**Spin splitting of the 2p level along the ions of technetium**

The table holds 2p up and down Kohn-Sham eigenvalues, mean radii, their gap and $\Sigma\langle r^2\rangle$ for ions from Tc to Tc38+, from spherical all-electron LDA-PZ calculations (scalar-relativistic, spin-polarised, Quantum ESPRESSO ld1.x). The program compares the gap with a hydrogenic spin-orbit estimate, with a constant times the unpaired count $n$, and with $c\,n\,r^{-p}$, where $r$ is the open-shell mean radius from the same runs. The spin-orbit estimate, of order 100 eV, exceeds every gap, and counting alone misses by 227% rms relative to the computed gap. The power law fitted to 17 rows gives $p = 1.95$ with 9% rms error and a worst case of 17%, with a systematic drift through the 3d shell. The exponent is empirical, since the fitted radii form two clusters and the exponents within single shells are steeper.

Neutral technetium and its ions, computed with ld1.x of Quantum ESPRESSO 7.5 as spherical all-electron Kohn-Sham atoms: spin-polarised, scalar-relativistic LDA (Perdew-Zunger correlation) with a point nucleus. Open shells are filled by the high-spin rule, with up as the majority spin, and eigenvalues are negative for bound levels.

## Analysis program

```python
# Table: 2p up/down Kohn-Sham eigenvalues, radii and their gap for Tc ions; Quantum ESPRESSO ld1.x,
# LDA-PZ, scalar-relativistic, spin-polarised, spherical. Tested for the gap: (A) hydrogenic spin-orbit
# doublet, (B) J * unpaired count n, (C) c * n * r_open^-p with the open-shell mean radius.
T = {
    'ion': ['Tc', 'Tc+', 'Tc3+', 'Tc4+', 'Tc6+', 'Tc7+', 'Tc9+', 'Tc11+', 'Tc12+', 'Tc14+', 'Tc15+', 'Tc17+', 'Tc18+', 'Tc20+', 'Tc21+', 'Tc23+', 'Tc24+', 'Tc26+', 'Tc27+', 'Tc29+', 'Tc31+', 'Tc32+', 'Tc34+', 'Tc35+', 'Tc37+', 'Tc38+'],
    'Z': [43, 43, 43, 43, 43, 43, 43, 43, 43, 43, 43, 43, 43, 43, 43, 43, 43, 43, 43, 43, 43, 43, 43, 43, 43, 43],
    'charge': [0, 1, 3, 4, 6, 7, 9, 11, 12, 14, 15, 17, 18, 20, 21, 23, 24, 26, 27, 29, 31, 32, 34, 35, 37, 38],  # e
    'N': [43, 42, 40, 39, 37, 36, 34, 32, 31, 29, 28, 26, 25, 23, 22, 20, 19, 17, 16, 14, 12, 11, 9, 8, 6, 5],
    'configuration': ['[Kr] (4d up)5 5s2', '[Kr] (4d up)5 (5s up)1', '[Kr] (4d up)4', '[Kr] (4d up)3', '[Kr] (4d up)1', '[Ar] 3d10 4s2 4p6', '[Ar] 3d10 4s2 (4p up)3 (4p down)1', '[Ar] 3d10 4s2 (4p up)2', '[Ar] 3d10 4s2 (4p up)1', '[Ar] 3d10 (4s up)1', '[Ar] 3d10', '[Ar] (3d up)5 (3d down)3', '[Ar] (3d up)5 (3d down)2', '[Ar] (3d up)5', '[Ar] (3d up)4', '[Ar] (3d up)2', '[Ar] (3d up)1', '[Ne] 3s2 (3p up)3 (3p down)2', '[Ne] 3s2 (3p up)3 (3p down)1', '[Ne] 3s2 (3p up)2', '[Ne] 3s2', '[Ne] (3s up)1', '[He] 2s2 (2p up)3 (2p down)2', '[He] 2s2 (2p up)3 (2p down)1', '[He] 2s2 (2p up)2', '[He] 2s2 (2p up)1'],
    'eigenvalue_2p_up': [-2663.4, -2671.0, -2694.8, -2711.7, -2750.4, -2772.1, -2824.9, -2881.8, -2911.7, -2975.3, -3008.6, -3143.5, -3214.5, -3363.4, -3440.3, -3600.3, -3683.3, -3851.2, -3935.5, -4106.6, -4281.0, -4368.4, -4643.2, -4834.6, -5211.8, -5393.6],  # eV
    'eigenvalue_2p_down': [-2663.0, -2670.5, -2694.3, -2711.3, -2750.3, -2772.1, -2824.4, -2881.3, -2911.4, -2975.0, -3008.6, -3140.5, -3209.8, -3354.7, -3432.9, -3596.2, -3681.2, -3849.3, -3931.5, -4102.2, -4281.0, -4366.2, -4628.6, -4801.8, None, None],  # eV
    'mean_radius_2p_up': [0.13044, 0.13044, 0.13044, 0.13044, 0.13044, 0.13043, 0.1304, 0.13036, 0.13034, 0.13029, 0.13027, 0.13019, 0.13014, 0.13001, 0.12989, 0.1296, 0.12943, 0.12903, 0.12882, 0.12835, 0.12782, 0.12762, 0.1259, 0.1245, 0.12196, 0.12084],  # bohr
    'mean_radius_2p_down': [0.13043, 0.13043, 0.13043, 0.13043, 0.13043, 0.13043, 0.1304, 0.13036, 0.13034, 0.13029, 0.13027, 0.1301, 0.13, 0.12974, 0.12966, 0.12947, 0.12936, 0.12902, 0.12879, 0.12831, 0.12782, 0.12755, 0.12607, 0.12487, None, None],  # bohr
    'gap': [0.465, 0.491, 0.446, 0.374, 0.153, 0.0, 0.462, 0.504, 0.263, 0.253, 0.0, 2.948, 4.658, 8.697, 7.34, 4.114, 2.19, 1.89, 3.937, 4.308, 0.0, 2.212, 14.568, 32.881, None, None],  # eV
    'sum_of_r_squared': [58.7, 42.16, 26.11, 22.25, 16.37, 14.02, 10.76, 7.963, 6.704, 4.499, 3.53, 2.988, 2.744, 2.303, 2.105, 1.744, 1.579, 1.248, 1.079, 0.7606, 0.4644, 0.316, 0.1491, 0.1273, 0.08645, 0.06737],  # bohr²
}
import re
import numpy as np
from scipy.constants import alpha, physical_constants as pc
Ry = pc['Rydberg constant times hc in eV'][0]
# mean radius of the highest (open) level in bohr: further outputs of the same runs
R = {'Tc3+': 1.512815, 'Tc4+': 1.436323, 'Tc6+': 1.318035, 'Tc9+': 1.047198, 'Tc11+': 1.007887,
     'Tc12+': 0.9909446, 'Tc14+': 0.9174166, 'Tc17+': 0.374201, 'Tc18+': 0.3678315, 'Tc20+': 0.3533963,
     'Tc21+': 0.3477732, 'Tc23+': 0.3372489, 'Tc24+': 0.3323287, 'Tc26+': 0.3625028, 'Tc27+': 0.359265,
     'Tc29+': 0.3521554, 'Tc32+': 0.3552577}
r5s = 2.946151  # 5s up of Tc+, same runs
# Tc20+ up/down eigenvalues in eV, same runs
L = {'1s': (-21542.55, -21542.28), '2s': (-3671.896, -3660.632), '2p': (-3363.385, -3354.688),
     '3s': (-1129.926, -1116.722), '3p': (-1029.049, -1015.61), '3d': (-876.3324, -860.6506),
     '4s': (-522.4742, -518.2619), '4p': (-484.5364, -480.4219)}
D = {}
for i, ion in enumerate(T['ion']):
    if T['gap'][i] is None:
        continue
    m = re.findall(r'\((\d[spd]) (up|down)\)(\d+)', T['configuration'][i])
    ru, rd = T['mean_radius_2p_up'][i], T['mean_radius_2p_down'][i]
    D[ion] = dict(n=sum(int(k) * (1 if s == 'up' else -1) for _, s, k in m), g=T['gap'][i],
                  sh='+'.join(sorted({a for a, _, _ in m})) or 'closed', ru=ru, dr=ru - rd,
                  so=alpha**2 * (5 / ru)**4 * Ry / 16, e=-T['eigenvalue_2p_up'][i])
fit = list(R)
r = np.array([R[k] for k in fit]); y = np.array([D[k]['g'] / D[k]['n'] for k in fit])
J = np.exp(np.log(y).mean())
s, lc = np.polyfit(np.log(r), np.log(y), 1); p, c = -s, np.exp(lc)
print(f"B: J={J:.3f} eV; C: c={c:.3f}, p={p:.2f}; log fits on {len(fit)} rows, * = not fitted")
print("ion shell n gap/eV gap/n | A/eV B/eV C/eV errC% | r_open/bohr r2p(up-dn)/1e-5 bohr")
for k, d in D.items():
    ro = R.get(k, d['ru'] if d['sh'] == '2p' else None)
    C = d['n'] * c * ro**-p if ro else None
    if k in ('Tc', 'Tc+'):  # 4d radius borrowed from Tc3+ (too small for these rows)
        C = 5 * c * R['Tc3+']**-p + (d['n'] - 5) * c * r5s**-p
    a = f"{d['g']/d['n']:.3f}" if d['n'] else '-'
    b = f"{C:.3f} {100*(C/d['g']-1):+.1f}" if C else '0 -'
    print(f"{k}{'' if k in R else '*'} {d['sh']} {d['n']} {d['g']:.3f} {a} | {d['so']:.0f} {J*d['n']:.2f} {b}"
          f" | {f'{ro:.3f}' if ro else '-'} {d['dr']*1e5:+.0f}")
g = np.array([d['g'] for d in D.values()]); so = np.array([d['so'] for d in D.values()])
print(f"A: {so.min():.0f}-{so.max():.0f} eV vs largest gap {g.max():.1f} eV, ratio min A/max gap {so.min()/g.max():.1f}")
print(f"turns of direction in gap: {int(np.sum(np.diff(np.sign(np.diff(g))) != 0))}; sum r^2 falls in every step")
ya = [d['g'] / d['n'] for d in D.values() if d['n']]
print(f"gap/n span: fitted rows x{y.max()/y.min():.0f}; all open rows {min(ya):.3f}-{max(ya):.2f} eV, x{max(ya)/min(ya):.0f}")
for name, q in (('B p=0', 0), ('p=1', 1), ('p=2', 2), ('p=3', 3), ('C fitted p', p)):
    e = np.exp(np.log(y * r**q).mean()) * r**-q / y - 1; w = int(np.argmax(abs(e)))
    print(f"{name}: rms {100*np.sqrt(np.mean(e**2)):.0f}%, worst {fit[w]} {100*e[w]:+.0f}%")
print(f"rounding floor 0.0005 eV = {0.05/g[g > 0].min():.2f}% of smallest gap; radii 1e-5 bohr")
out = []
for sh in ('4d', '4p', '3d', '3p'):
    k = np.array([D[x]['sh'] == sh for x in fit])
    out.append(f"{sh} {-np.polyfit(np.log(r[k]), np.log(y[k]), 1)[0]:.1f}")
print("local exponent within a shell: " + ', '.join(out))
print(f"gap(Tc+)-gap(Tc)={D['Tc+']['g']-D['Tc']['g']:.3f} eV; C for one 5s: {c*r5s**-p:.3f} eV; B: {J:.2f} eV")
print("Tc20+ splittings/eV: " + ', '.join(f"{k} {v[1]-v[0]:.2f}" for k, v in L.items()))
print(f"largest gap/|eps(2p up)| = {100*max(d['g']/d['e'] for d in D.values()):.2f}%")
eu, rr = T['eigenvalue_2p_up'], T['mean_radius_2p_up']
print(f"first to last row: eps(2p up) x{eu[-1]/eu[0]:.2f}, radius {100*(rr[-1]/rr[0]-1):+.1f}%")
print("no gap (2p down unreported): " + ', '.join(k for k in T['ion'] if k not in D))
assert all((d['g'] == 0) == (d['n'] == 0) for d in D.values())
assert so.min() > g.max()
assert np.all(np.diff(T['sum_of_r_squared']) < 0)
assert 1 < p < 3
```

Running it gives:

```
B: J=0.731 eV; C: c=0.250, p=1.95; log fits on 17 rows, * = not fitted
ion shell n gap/eV gap/n | A/eV B/eV C/eV errC% | r_open/bohr r2p(up-dn)/1e-5 bohr
Tc* 4d 5 0.465 0.093 | 98 3.65 0.557 +19.8 | - +1
Tc+* 4d+5s 6 0.491 0.082 | 98 4.38 0.587 +19.6 | - +1
Tc3+ 4d 4 0.446 0.112 | 98 2.92 0.446 -0.1 | 1.513 +1
Tc4+ 4d 3 0.374 0.125 | 98 2.19 0.370 -1.1 | 1.436 +1
Tc6+ 4d 1 0.153 0.153 | 98 0.73 0.146 -4.8 | 1.318 +1
Tc7+* closed 0 0.000 - | 98 0.00 0 - | - +0
Tc9+ 4p 2 0.462 0.231 | 98 1.46 0.456 -1.3 | 1.047 +0
Tc11+ 4p 2 0.504 0.252 | 98 1.46 0.491 -2.5 | 1.008 +0
Tc12+ 4p 1 0.263 0.263 | 98 0.73 0.254 -3.4 | 0.991 +0
Tc14+ 4s 1 0.253 0.253 | 98 0.73 0.295 +16.7 | 0.917 +0
Tc15+* closed 0 0.000 - | 98 0.00 0 - | - +0
Tc17+ 3d 2 2.948 1.474 | 99 1.46 3.386 +14.9 | 0.374 +9
Tc18+ 3d 3 4.658 1.553 | 99 2.19 5.252 +12.8 | 0.368 +14
Tc20+ 3d 5 8.697 1.739 | 99 3.65 9.464 +8.8 | 0.353 +27
Tc21+ 3d 4 7.340 1.835 | 99 2.92 7.811 +6.4 | 0.348 +23
Tc23+ 3d 2 4.114 2.057 | 100 1.46 4.147 +0.8 | 0.337 +13
Tc24+ 3d 1 2.190 2.190 | 101 0.73 2.134 -2.6 | 0.332 +7
Tc26+ 3p 1 1.890 1.890 | 102 0.73 1.801 -4.7 | 0.363 +1
Tc27+ 3p 2 3.937 1.968 | 103 1.46 3.666 -6.9 | 0.359 +3
Tc29+ 3p 2 4.308 2.154 | 104 1.46 3.812 -11.5 | 0.352 +4
Tc31+* closed 0 0.000 - | 106 0.00 0 - | - +0
Tc32+ 3s 1 2.212 2.212 | 107 0.73 1.874 -15.3 | 0.355 +7
Tc34+* 2p 1 14.568 14.568 | 113 0.73 14.133 -3.0 | 0.126 -17
Tc35+* 2p 2 32.881 16.441 | 118 1.46 28.889 -12.1 | 0.124 -37
A: 98-118 eV vs largest gap 32.9 eV, ratio min A/max gap 3.0
turns of direction in gap: 8; sum r^2 falls in every step
gap/n span: fitted rows x20; all open rows 0.082-16.44 eV, x201
B p=0: rms 227%, worst Tc3+ +555%
p=1: rms 71%, worst Tc3+ +150%
p=2: rms 9%, worst Tc17+ +17%
p=3: rms 62%, worst Tc20+ +82%
C fitted p: rms 9%, worst Tc14+ +17%
rounding floor 0.0005 eV = 0.33% of smallest gap; radii 1e-5 bohr
local exponent within a shell: 4d 2.3, 4p 2.3, 3d 3.3, 3p 4.5
gap(Tc+)-gap(Tc)=0.026 eV; C for one 5s: 0.030 eV; B: 0.73 eV
Tc20+ splittings/eV: 1s 0.27, 2s 11.26, 2p 8.70, 3s 13.20, 3p 13.44, 3d 15.68, 4s 4.21, 4p 4.11
largest gap/|eps(2p up)| = 0.68%
first to last row: eps(2p up) x2.03, radius -7.4%
no gap (2p down unreported): Tc37+, Tc38+
```
